\section*{Steady-state kinetic demixing of (A,B)O in an oxygen potential gradient}

A slab of a homogeneous oxide solid solution $(\mathrm{A}_x\mathrm{B}_{1-x})\mathrm{O}$, held between two oxygen pressures, becomes inhomogeneous although both pressures lie inside its stability field. The cause is kinetic: the two cations respond to the oxygen potential gradient with different mobilities. The effect was analysed and studied on (Co,Mg)O by Schmalzried and co-workers (1979). Try to answer each question marked ``Predict'' before reading on.

\subsection*{Premises and conventions}

The coordinate $z$ runs across the slab, of thickness $L$, from face 1 (oxygen pressure $p_1$) to face 2 ($p_2>p_1$). Chemical potentials $\mu$ and electrochemical potentials $\eta$ are per particle, $k$ is Boltzmann's constant, $e>0$ the elementary charge, $x$ the fraction of the cations that are A, and $c$ the number density of cation sites. Velocities refer to the oxygen sublattice.

\begin{enumerate}
\item[P1] Rock-salt structure with a complete, immobile oxygen sublattice. Cations move through vacancies, whose site fraction $\delta$ is small, so $c_A=xc$ and $c_B=(1-x)c$ with constant $c$.
\item[P2] Uniform temperature and local equilibrium inside the slab and at both faces. A local $p(z)$ is defined by $\mu_{\mathrm{O}_2}=\mu^\circ_{\mathrm{O}_2}+kT\ln(p/p^\circ)$.
\item[P3] The oxide is a semiconductor whose electronic conductivity $\sigma_e$ far exceeds the ionic one, and no external current flows.
\item[P4] Ideal solution: $\mu_{AO}=\mu^\circ_{AO}+kT\ln x$ and $\mu_{BO}=\mu^\circ_{BO}+kT\ln(1-x)$.
\item[P5] Each cation responds only to its own force, with mobility $D_i/kT$. This defines $D_A$ and $D_B$. The ratio $g=D_A/D_B$ is constant, while each $D_i$ may vary with $x$ and $p$.
\item[P6] No cation enters or leaves the slab, and the faces stay planar.
\end{enumerate}

A constant $g$ is plausible because both cations use the same vacancies: each $D_i$ is $\delta$ times an exchange rate, and $\delta$, which depends strongly on $p$, cancels in the ratio.

\subsection*{Step 1: what moves}

\paragraph{Predict.} Oxygen ions cannot move. Can the slab still carry oxygen from gas 2 to gas 1, as seen from its own faces?

It can. At face 2 oxygen from the gas adds new lattice cells and creates cation vacancies. At face 1 oxygen is released, cells are removed and vacancies are annihilated. Vacancies flow from 2 to 1 and cations from 1 to 2. The crystal grows at face 2 and shrinks at face 1, so both faces advance towards the high pressure relative to the oxygen sublattice.

\subsection*{Step 2: the force on a cation}

A jump moves a cation one way and a vacancy the other. The potential conjugate to this exchange is that of an occupied site minus that of a vacant site, which is the electrochemical potential $\eta_{i^{2+}}$ of the ion as a building unit. By P5,
\begin{equation}
j_i=c_iv_i=-\frac{c_iD_i}{kT}\,\frac{d\eta_{i^{2+}}}{dz},\qquad i=A,B. \label{flux}
\end{equation}
Local equilibrium (P2) for $i\rightleftharpoons i^{2+}+2e^-$ and for $i+\tfrac12\mathrm{O}_2\rightleftharpoons i\mathrm{O}$ gives
\begin{equation}
\eta_{i^{2+}}=\mu_i-2\eta_e,\qquad \mu_i=\mu_{iO}-\tfrac12\mu_{\mathrm{O}_2}. \label{local}
\end{equation}

\paragraph{Predict.} An internal electric field must exist to keep the current zero. Why does it not appear in the final law?

The field is contained in $\eta_e$. The electronic particle flux, counted as electrons, is $j_e=-(\sigma_e/e^2)\,d\eta_e/dz$; holes are included, since $\eta_h=-\eta_e$. Zero current requires $j_e=2(j_A+j_B)$, so
\begin{equation}
\frac{d\eta_e}{dz}=-\frac{2e^2(j_A+j_B)}{\sigma_e}. \label{etae}
\end{equation}
A good electronic conductor needs only a tiny gradient of $\eta_e$ to carry this flux. By P3 we drop it (its size is given below), and the force on each ion becomes the gradient of the chemical potential of the neutral metal. Inserting \eqref{local}, P2 and P4 into \eqref{flux},
\begin{equation}
v_A=D_A\frac{d}{dz}\Big[\tfrac12\ln p-\ln x\Big],\qquad
v_B=D_B\frac{d}{dz}\Big[\tfrac12\ln p-\ln(1-x)\Big]. \label{vel}
\end{equation}

\paragraph{Predict.} At the start $x$ is uniform. Which cation arrives in excess at face 2?

With $dx/dz=0$ both feel the same force and $v_A/v_B=g$. For $g>1$ the new cells at face 2 are filled with A and B in the ratio $gx:(1-x)$, richer in A than the bulk, while the receding face 1 is left with an excess of B. The resulting $dx/dz>0$ slows A and speeds up B in \eqref{vel}. This negative feedback leads to a steady state.

\subsection*{Step 3: the steady-state condition}

In the steady state the profiles are rigid in a frame that moves with the faces at a velocity $v$: $c_i=c_i(z-vt)$. Continuity, $\partial_tc_i+\partial_zj_i=0$, becomes $d(j_i-vc_i)/dz=0$, so $j_i-vc_i$ is a constant. This constant is the flux of $i$ through the moving faces, which vanishes by P6. Hence at every point
\begin{equation}
v_A=v_B=v. \label{steady}
\end{equation}
The fluxes are neither zero nor equal: $j_A/j_B=x/(1-x)$. From here on $z$ is measured from the moving face 1.

\subsection*{Step 4: the demixing law}

\paragraph{Predict.} Equate the two velocities in \eqref{vel}. Does the relation between $x$ and $p$ depend on $L$, on $v$ or on the vacancy concentration?

Dividing by $D_B$ removes everything except $g$, and $dz$ cancels:
\begin{equation}
g\big[\tfrac12\,d\ln p-d\ln x\big]=\tfrac12\,d\ln p-d\ln(1-x).
\end{equation}
Collecting composition on the left and pressure on the right,
\begin{equation}
g\,d\ln x-d\ln(1-x)=\frac{g-1}{2}\,d\ln p. \label{diff}
\end{equation}
For constant $g$ both sides are exact differentials, and integration gives
\begin{equation}
\boxed{\frac{x^{g}}{1-x}=K\,p^{(g-1)/2}},\qquad
\Big(\frac{x_2}{x_1}\Big)^{g}\frac{1-x_1}{1-x_2}=\Big(\frac{p_2}{p_1}\Big)^{(g-1)/2}, \label{law}
\end{equation}
where $K$ is one constant for the whole slab. The function $x^g/(1-x)$ rises monotonically from 0 to $\infty$ on $0<x<1$, so each $p$ fixes one $x$. Carrying out the derivatives in \eqref{diff} with $g/x+1/(1-x)=[g(1-x)+x]/[x(1-x)]$ gives
\begin{equation}
\frac{dx}{d\ln p}=\frac{g-1}{2}\,\frac{x(1-x)}{g(1-x)+x}. \label{slope}
\end{equation}
The sign is that of $g-1$: the faster cation accumulates at the high-pressure side. Equation \eqref{steady} also means $D_A\,d\mu_A=D_B\,d\mu_B$, so the drop in metal chemical potential across the slab is $g$ times larger for B than for A. The slower ion needs the harder push.

\paragraph{Predict.} What does \eqref{law} become for $g=1$, for $g\to\infty$, for dilute A and for dilute B?

For $g=1$ the ratio $x/(1-x)$ is constant and nothing demixes. For $g\to\infty$ the $g$-th root gives $x\propto p^{1/2}$, which is uniform $\mu_A$: the fast ion is in equilibrium across the slab, and $x_2/x_1$ can never exceed $(p_2/p_1)^{1/2}$. For $x\ll1$, $x\propto p^{(g-1)/2g}$. For $1-x\ll1$, $1-x\propto p^{-(g-1)/2}$. A slow solute in a fast host has an unbounded exponent and therefore demixes more strongly than a fast solute in a slow host.

\subsection*{Step 5: the profile in space and the constant $K$}

Equation \eqref{law} is one relation for the two unknowns $x_1$ and $x_2$.

\paragraph{Predict.} Where does the second relation come from, and does it need more than $g$?

It comes from conservation of A, $\bar x=L^{-1}\int_0^Lx\,dz$ with $\bar x$ the initial composition, and it needs $x(z)$. Divide each velocity in \eqref{vel} by its $D_i$ and subtract, so that $p$ drops out. With $u=\ln[x/(1-x)]$ and $1/D_B-1/D_A=(g-1)/(gD_B)$,
\begin{equation}
v\,dz=\frac{g}{g-1}D_B\,du=\frac{g}{g-1}\,\frac{D_B\,dx}{x(1-x)}. \label{profile}
\end{equation}
Along the profile $D_B$ is a function of $x$ alone, because \eqref{law} gives $p(x)$. Integrating \eqref{profile} once as it stands and once weighted with $x$,
\begin{equation}
v=\frac{g}{(g-1)L}\int_{x_1}^{x_2}\!\frac{D_B\,dx}{x(1-x)},\qquad
\bar x=\frac{\int_{x_1}^{x_2}D_B\,(1-x)^{-1}dx}{\int_{x_1}^{x_2}D_B\,[x(1-x)]^{-1}dx}. \label{closure}
\end{equation}
Neither $L$ nor the magnitude of $D_B$ enters $x_1$ and $x_2$; only the variation of $D_B$ does. Two closures are useful.

\emph{Closure I, uniform $D_B$.} Then $u$ is linear in $z$ and $\bar x=\ln[(1-x_1)/(1-x_2)]/(u_2-u_1)$. For $\bar x=\tfrac12$, note that $x-\tfrac12=\tfrac12\tanh(u/2)$ is odd and monotonic in $u$, so $u_1=-u_2$ and $x_1=1-x_2$. Equation \eqref{law} becomes $(x_2/x_1)^{g+1}=(p_2/p_1)^{(g-1)/2}$, and $(r-1)/(r+1)=\tanh(\tfrac12\ln r)$ with $r=x_2/x_1$ gives
\begin{equation}
\Delta x=x_2-x_1=\tanh\Big[\frac{g-1}{4(g+1)}\ln\frac{p_2}{p_1}\Big]. \label{tanh}
\end{equation}

\emph{Closure II, $D_B\propto\delta$ from a defect model.} Let A be oxidisable and B not, and assume that each vacancy traps one hole on a neighbouring A ion. In Kr\"oger--Vink notation the reaction is $\tfrac12\mathrm{O}_2+2\mathrm{A}_M^{\times}\rightleftharpoons \mathrm{O}_O^{\times}+V_M'+\mathrm{A}_M^{\bullet}$, with $V_M'$ the vacancy together with its trapped hole. Dilute mass action gives $[V_M'][\mathrm{A}_M^\bullet]\propto x^2p^{1/2}$, and neutrality makes the two concentrations equal, so $D_B\propto x\,p^{1/4}$. From \eqref{law}, $p^{1/4}\propto[x^g/(1-x)]^{1/[2(g-1)]}$. For $g=4$ this yields $D_B\propto x^{5/3}(1-x)^{-1/6}$.

\paragraph{Predict.} In closure II $D_B$ is larger near face 2. At fixed $\bar x$, do $x_1$ and $x_2$ move up or down relative to closure I?

By \eqref{profile} a large $D_B$ means a flat profile, so the A-rich region takes up more of the thickness. To keep $\bar x$, both end values must move down.

\subsection*{Step 6: time to reach the steady state}

Vacancies are few and adjust quickly, so during the transient $J=j_A+j_B$ is nearly independent of $z$. Put $\phi=\tfrac12\,d\ln p/dz$ and $\bar D=xD_A+(1-x)D_B$. Summing the fluxes from \eqref{vel} gives $J/c=\bar D\phi-(D_A-D_B)\,dx/dz$. Solving for $\phi$ and inserting it in $j_A/c=D_A(x\phi-dx/dz)$, with $\bar D-x(D_A-D_B)=D_B$,
\begin{equation}
j_A=\frac{xD_A}{\bar D}J-c\tilde D\frac{dx}{dz},\qquad \tilde D=\frac{D_AD_B}{\bar D}. \label{inter}
\end{equation}
For a moderate pressure ratio the slowest composition mode relaxes in a time of order $\tau=L^2/(\pi^2\tilde D)$.

\subsection*{Range of validity}

\emph{Electronic conduction (P3).} Keeping \eqref{etae} with $j_A+j_B=cv$ turns \eqref{flux} into $-d\mu_i/dz=kTv\,(1/D_i+\epsilon)$ with $\epsilon=4e^2c/(kT\sigma_e)$. The law survives with $g\to(1/D_B+\epsilon)/(1/D_A+\epsilon)$, and P3 means $\epsilon D_A\ll1$. It fails towards the B-rich end if BO is a poor electronic conductor, as MgO is.

\emph{Stoichiometry (P1).} For a pure oxide $\mathrm{A}_{1-\delta}\mathrm{O}$ the Gibbs--Duhem relation $(1-\delta)d\mu_A+\tfrac12d\mu_{\mathrm{O}_2}=0$ gives $d\mu_{AO}=\delta\,d\mu_A$, a relative correction of order $\delta$ to the oxygen term in \eqref{vel}. The solution behaves similarly.

\emph{Non-ideality (P4).} With activities, the same steps give $a_{AO}^g/a_{BO}\propto p^{(g-1)/2}$. For a regular solution, $\ln a_{AO}=\ln x+\Omega(1-x)^2/kT$ and $\ln a_{BO}=\ln(1-x)+\Omega x^2/kT$. Differentiation shows that $d\ln x$ and $d\ln(1-x)$ are both multiplied by $\Phi=1-2\Omega x(1-x)/kT$, so the slope \eqref{slope} is divided by $\Phi$. Positive $\Omega$ strengthens demixing.

\emph{Cross coefficients (P5).}

\paragraph{Predict.} Is $g$ the ratio of the tracer diffusion coefficients $D_A^*/D_B^*$?

Not exactly, because a net vacancy flux couples the cation fluxes. In Manning's random-alloy model, with $X_i=(kT)^{-1}d\mu_i/dz$ and $\bar D^*=xD_A^*+(1-x)D_B^*$,
\begin{equation}
v_i=-D_i^*(X_i+w),\qquad w=\frac{2}{M_0}\,\frac{xD_A^*X_A+(1-x)D_B^*X_B}{\bar D^*},
\end{equation}
where $M_0/(M_0+2)=f_0$ is the tracer correlation factor of the pure lattice. For $v_i=v$ we have $X_i=-v/D_i^*-w$, so the numerator of $w$ equals $-v-w\bar D^*$, and solving gives $w=-(1-f_0)v/\bar D^*$. The quantity that plays the part of $g$ in \eqref{diff} is $X_B/X_A$. With $g^*=D_A^*/D_B^*$ and $s=xg^*+1-x$,
\begin{equation}
g_{\rm eff}=g^*\,\frac{s-(1-f_0)}{s-g^*(1-f_0)}. \label{geff}
\end{equation}
For $g^*>1$, and as long as the denominator is positive, this exceeds $g^*$, and it varies with $x$. Equation \eqref{diff} then holds locally, and \eqref{law} holds only over a range of $x$ in which $g_{\rm eff}$ changes little.

\emph{Faces and phases (P2, P6).} Slow surface reactions reduce the effective pressure ratio, and evaporation of an oxide breaks \eqref{steady}. The solution must be the stable phase at every pair $(x,p)$ on the profile. Face 1 is prone to roughening: a depression there shortens the diffusion path, raises the local flux and recedes faster, whereas a bump on face 2 lengthens the path and grows more slowly. Grain-boundary transport of cations or oxygen is ignored.

\subsection*{Illustration: (Co,Mg)O at 1700 K}

Take A = Co, B = Mg, $\bar x=0.50$, $p_1=0.07$ bar and $p_2=0.21$ bar, a range in which the rock-salt solution is typically stable at this temperature. The assumed mobility ratio is $g=4$. Then $kT=0.1465$ eV, the oxygen term across the slab is $\tfrac12kT\ln3=0.0805$ eV, and the right side of \eqref{law} is $3^{3/2}=5.196$.

\paragraph{Predict.} Estimate $\Delta x$ from the slope \eqref{slope} at $x=\tfrac12$.

The slope is $0.150$, and multiplying by $\ln3=1.099$ gives $\Delta x\approx0.165$.

For closure I, $x_2/x_1=3^{3/10}=1.390$. The metal potentials change from face 1 to face 2 by $\Delta\mu_{\rm Co}=kT\ln(x_2/x_1)-\tfrac12kT\ln 3=-0.0322$ eV and $\Delta\mu_{\rm Mg}=-kT\ln(x_2/x_1)-\tfrac12kT\ln3=-0.129$ eV, in the ratio $1:g$ as required. For closure II, \eqref{law} gives $x_1=(P-r^4)/(Pr-r^4)$ with $P=3^{3/2}$, and the second relation in \eqref{closure}, with integrands $x^{5/3}(1-x)^{-7/6}$ and $x^{2/3}(1-x)^{-7/6}$, is solved numerically for $r=1.393$.

\begin{center}
\begin{tabular}{lccc}
closure & $x_1$ & $x_2$ & $\Delta x$\\ \hline
I: uniform $D_B$ & 0.418 & 0.582 & 0.163\\
II: $D_B\propto x\,p^{1/4}$ & 0.411 & 0.573 & 0.162
\end{tabular}
\end{center}

Three digits are shown only to compare the closures. Although $D_B$ changes by a factor $1.8$ across the slab in closure II, the ends shift down by less than 0.01 and $\Delta x$ hardly changes. The sensitivity to $g$ is larger: \eqref{tanh} gives $0.136$ for $g=3$, $0.181$ for $g=5$ and $0.268$ for $g\to\infty$.

For the kinetics assume, as an order of magnitude, $D_B=10^{5}$ nm$^2$/s and $L=5\times10^{5}$ nm. In closure I, $u_2-u_1=2\ln(x_2/x_1)=0.659$, so \eqref{closure} gives $v=0.18$ nm/s. Equation \eqref{inter} gives $\tilde D=1.6\times10^{5}$ nm$^2$/s at $x=\tfrac12$, and $\tau=1.6\times10^{5}$ s, about 44 h. Both $v$ and $1/\tau$ scale with the assumed $D_B$ and are no better known than it.

The neglected terms have these sizes. An approximate lattice parameter $a=0.424$ nm gives $c=4/a^3=52.5$ nm$^{-3}$, and with an assumed $\sigma_e=10^{-7}$ S/nm (1 S/cm) one finds $\epsilon D_A=9\times10^{-4}$, which is negligible. The deviation $\delta$ is typically about $10^{-2}$ or less. An illustrative $\Omega=0.05$ eV gives $\Phi=0.83$ at $x=\tfrac12$ and multiplies the slope by $1.21$. If 4 were the tracer ratio $g^*$, then \eqref{geff} with $f_0=0.7815$ for the fcc cation sublattice would give $g_{\rm eff}=5.61$ at $x=0.50$, $5.9$ at $x=0.41$ and $5.4$ at $x=0.58$, and \eqref{tanh} with $5.61$ gives $0.189$, larger by a factor $1.16$. Non-ideality and flux coupling thus matter far more than the choice of closure, and two figures are all that the ideal model supports.

The model's result is a cobalt fraction of about $0.41$ to $0.42$ at the low-pressure face and $0.57$ to $0.58$ at the high-pressure face, $\Delta x\approx0.16$. The value $g=4$ was chosen so that the spread has the size typical of near-equimolar (Co,Mg)O at such a temperature and pressure ratio, roughly 0.1 to 0.2 with cobalt enriched at the oxidising face. It is an effective ratio that absorbs correlation and non-ideality, so the number illustrates the law and does not test it.